Squeeze a metal by a few per cent and it should push back like a spring: equal steps in volume, equal steps in pressure. Copper follows this only close to its resting volume. Over the whole range its pressure falls steeply at first and then more and more gently, passing through zero on the way. The energy, meanwhile, has a bottom so flat that two neighbouring rows print the same lowest value.

Fcc copper at a series of fixed volumes, computed with Ansatz 0.2.0: all-electron LAPW, PBE, scalar-relativistic, no spin polarisation, 19×19×19 k mesh, Fermi-Dirac smearing of 0.08 eV, basis error target 0.25 meV/atom. Pressure is positive in compression. The energy is the free energy less that of spherical, unpolarised free atoms.

```
volume (Å³/atom)  shortest distance (Å)  pressure (GPa)  energy less free atoms (eV/atom)
          11.102                  2.504          12.482                            -3.732
          11.108                  2.504          12.375                            -3.732
          11.338                  2.522           8.447                            -3.747
          11.456                  2.530           6.604                            -3.752
          11.574                  2.539           4.868                            -3.757
          11.692                  2.548           3.232                            -3.760
          11.810                  2.556           1.691                            -3.761
          11.928                  2.565           0.239                            -3.762
          12.047                  2.573          -1.128                            -3.762
          12.165                  2.582          -2.415                            -3.760
          12.283                  2.590          -3.627                            -3.758
          12.519                  2.606          -5.843                            -3.751
```

The bulk modulus B puts a number on the stiffness. It is the pressure gained per fractional loss of volume, B = −V dP/dV, with V the volume per atom and P the pressure. Taken directly from neighbouring rows, it is about 192 GPa between 11.108 and 11.338 Å³ and only 116 GPa between 12.283 and 12.519 Å³. Copper thus loses some 40 per cent of its stiffness while its volume grows by little more than a tenth. In the same two places the pressure column takes noticeably large steps, but these come from volume steps about twice as wide as most of the others.

The resting volume is a standoff between two large energies. Give the electrons more room and their kinetic energy falls, because their wavefunctions need to bend less; at the same time the electrostatic and exchange-correlation energies rise, because attraction is lost. From 11.692 to 12.165 Å³, across the minimum, the calculation gives a kinetic fall of 1.240 eV per atom and a rise of 1.239 eV in the rest. The two cancel because these rows lie equally high on either side of the minimum. A small step taken at any volume other than the resting one leaves a remainder, and that remainder gives the pressure. The virial theorem, which ties kinetic energy to pressure and volume, leads one to expect a fall of 1.258 eV, within 2 per cent of the computed one.

A standoff explains why there is a resting volume, but the curvature depends on how quickly each side fades with distance. Suppose the repulsive energy falls as V to the power −m and the attractive energy as V to the power −n. At zero pressure, the bulk modulus then grows with pressure at the rate

B′ = m + n + 2

In a plain electron gas the kinetic energy gives m = 2/3 and the Coulomb attraction n = 1/3, so B′ = 3. The steeper the forces, the faster the metal hardens under load. In copper the kinetic energy and the rest are not expected to follow single powers of V, so there m and n stand for an effective repulsion and attraction, not for those two components.

To find copper's own value, let the bulk modulus grow in proportion to pressure, B = B0 + B′P, where B0 is its value at zero pressure. Integrating from the resting volume V0 gives

P = (B0/B′) [(V0/V)^B′ − 1]

Fitted to the pressures of all twelve rows, this yields V0 = 11.95 Å³, B0 = 141 GPa and B′ close to 5. Each added gigapascal therefore stiffens copper by about five, against three for the electron gas.

The smallest cell shows what this means in practice. There V0/V = 11.95/11.102 = 1.076, and raising this to the power 4.975 gives about 1.44. The factor B0/B′ is 140.7/4.975 = 28.3 GPa, so the pressure comes to 28.3 × 0.44, or about 12.5 GPa. The table has 12.48 GPa. This row was part of the fit, so its agreement alone proves little. A better test leaves out each row in turn and predicts it from the other eleven; the typical miss is only about 0.01 GPa. A spring with the slope found at V0 would fall short by 2.5 GPa, a fifth of the computed pressure.

Part of this hardening is what any electron gas would do. Given copper's V0 and B0, the electron-gas law falls short by 0.93 GPa at the smallest volume, so it recovers more than half of what the spring misses. The remainder calls for something that fades faster with distance. A natural candidate is the overlap of orbital tails, which die off roughly exponentially.

A standard binding curve built on such exponential tails, with a single decay rate, takes B0, V0 and the depth of the energy well, and from these predicts B′ = 4.3. At the smallest volume it falls short by 0.37 GPa, about 3 per cent of the computed pressure. The well in the table is somewhat too deep, because it is measured from atoms denied their spin polarisation. Correcting that would help, but hardly enough for this curve: a B′ of 5 needs a well of 2.66 eV instead of 3.76 eV, while the spin energy of the atom's one unpaired electron is expected to fall well short of that difference. That does not make exponential tails as such too soft. Let the repulsive and attractive energies decay as exp(−pu) and exp(−qu), with u the fractional change in distance. Then B′ = 1 + (p + q)/3, while B0, V0 and the well depth fix only the product pq. The curve used here is the limit p = q, the softest of the family, and a repulsion that decays about three times as fast as the attraction is expected to bring B′ close to 5. Read this way, the miss says that copper's repulsion is shorter in range than its attraction; it does not say which electrons supply it.

The filled d shells are a plausible source of such a short-ranged repulsion, though nothing computed here singles them out. Between 11.338 and 12.165 Å³ the splitting of the d levels at the centre of the Brillouin zone shrinks as V to the power −1.6. The depth of the broad sp band below the Fermi level shrinks only as V to the power −0.8, not far from the −2/3 of free electrons. So the d orbitals feel their neighbours through a much steeper overlap. The splitting itself hardly pushes the atoms apart, since the lowered and the raised levels are all filled. But filled orbitals that are pressed together must also stay orthogonal, which costs kinetic energy. The resulting repulsion is expected to grow roughly as the square of the overlap, and so more steeply still than the splitting. How much of the pressure it supplies in copper, where the d states also mix with the sp band, has not been separated out here.

The tie at the bottom of the energy column needs no special cause. Pressure is the slope of the energy with its sign reversed, and near a minimum the energy changes only with the square of the distance from it. Between 11.928 and 12.047 Å³ the unrounded energies of the calculation differ by only 0.3 meV per atom, lost in the printed digits, while the pressure drops by 1.37 GPa and changes sign. The tie between the first two rows is of another kind: their volumes are almost the same.

In practice, find the resting volume from the pressures. A straight line between the two rows that bracket zero is already enough: 11.928 + 0.119 × 0.239/1.367 = 11.95 Å³, the same as the fit to all rows. This is the PBE volume of a lattice at rest. Vibrations, which are not included, would swell it slightly, and PBE by itself already makes copper a little too large, so the density will come out somewhat below the measured one. When copper is under load, do not carry the zero-pressure bulk modulus along unchanged, but add about 5 GPa to it for every gigapascal of compression and take off as much under tension. That rule holds over the range of the table, and nothing here tests it at higher pressures.

For another metal, the useful question is what stands in the way of compression. If the picture above is right, which one metal cannot show, then filled shells being pushed into one another should make the stiffness grow faster with pressure than sp electrons alone would. Even a simple sp metal need not stay at the electron gas's value of three, because its ion cores also repel the conduction electrons. The printed output below gives the fit and the misses of both simpler pictures row by row.

The analysis program printed:

```
fit of pressure on 12 rows: constant -28.28 +/- 0.012, coefficient of (12/vol)**s 27.69 +/- 0.01, s 4.975; rms 0.0063, worst 11.928 0.00978, leave-one-out rms 0.01
Volume at zero pressure, Å³/atom: 11.95
Bulk modulus at zero pressure, GPa: 140.7
Rise of bulk modulus per unit pressure: 4.975
Bulk modulus directly from rows 11.108 and 11.338, GPa: 191.7
Bulk modulus directly from rows 12.283 and 12.519, GPa: 116.4
Largest miss of energies integrated from pressure, meV/atom: 0.4948
Model energy of 12.047 less that of 11.928, meV/atom: 0.3308
Pressure drop from 11.928 to 12.047, GPa: 1.367
Rise of bulk modulus per unit pressure predicted by exponential overlap: 4.34
Well depth that exponential overlap would need, eV/atom: 2.656
Constant-slope line less computed pressure at 11.102, GPa: -2.51
Pressures and misses in GPa:
     row  computed  electron gas miss  exponential overlap miss
  11.102     12.48            -0.9321                    -0.367
  11.108     12.38            -0.9193                   -0.3629
  11.338     8.447            -0.4577                    -0.178
  11.456     6.604            -0.2894                   -0.1118
  11.574     4.868            -0.1621                  -0.06182
  11.692     3.232           -0.07151                  -0.02555
   11.81     1.691           -0.01549                 -0.002366
  11.928     0.239           0.009349                  0.009642
  12.047    -1.128          -0.006888                -0.0006745
  12.165    -2.415           -0.03834                 -0.008854
  12.283    -3.627           -0.09411                  -0.02524
  12.519    -5.843            -0.2701                  -0.07855
Kinetic energy fall from 11.692 to 12.165, eV/atom: 1.24
Electrostatic plus exchange-correlation rise over the same step, eV/atom: 1.239
Kinetic fall expected from the virial theorem, eV/atom: 1.258
Inverse power of volume for Fermi level less sp band bottom: 0.8338
Inverse power of volume for the d splitting at Gamma: 1.559
```
